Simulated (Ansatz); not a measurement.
# A series in volume scale on BAs

All results are calculated (Ansatz 0.2.0). Free energy against uniform scaling of the volume at fixed shape and fractions; periodic cell, basis, potentials, k mesh and filling as listed.

The cell before it is scaled or strained (space group F-43m, No. 216):
```
CELL_PARAMETERS angstrom
0.00000 2.38850 2.38850
2.38850 0.00000 2.38850
2.38850 2.38850 0.00000
ATOMIC_POSITIONS crystal
B 0.00000 0.00000 0.00000
As 0.25000 0.25000 0.25000
```

Settings of every row: functional PBE; dispersion none; potentials all-electron LAPW; k mesh 7x7x7; k shift 0x0x0; occupations fixed; smearing width 0 eV; spin none.

```csv
row,volume scale,V (Å³/atom),energy above lowest point (meV/atom)
1,0.92,12.536,63.5
2,0.96,13.081,?
3,1,13.626,0.2
4,1.04,14.171,0
5,1.08,14.716,15.7
```

Question: what energy above lowest point should row 2 give?

Worked fit of energy above lowest point. Take u = (V_r/V)^(2/3) − 1 with V_r = 13.898 Å³ an atom, which is twice the finite (Eulerian) strain; such expansions in the strain, on which the Birch-Murnaghan equation of state is built, carry the rest volume and the bulk modulus. The shown rows have u = 0.07118, 0.01326, -0.01288, -0.03741. Least squares give energy above lowest point = −2.11 + 5.2 × u + 12874 × u² meV/atom; a straight line predicts inner rows, each left out in turn, worse (root mean square 23 against 0.078 meV/atom). All shown rows lie on it to the printed digit. Its lowest point lies at u = -0.0002, or V = 13.9 Å³ an atom, and the curvature there gives the bulk modulus at fixed shape and fractions, B = (4/9)(1 + u)² E″(u)/V = 132 GPa. The withheld row has u = 0.04122, so the fit gives −2.11 + 5.2 × (0.04122) + 12874 × (0.04122)² = 20.0 meV/atom.

The calculation gave 19.9 meV/atom. The fit lies 0.1 meV/atom (0.16 % of the column's range) above it, one unit of the last digit.
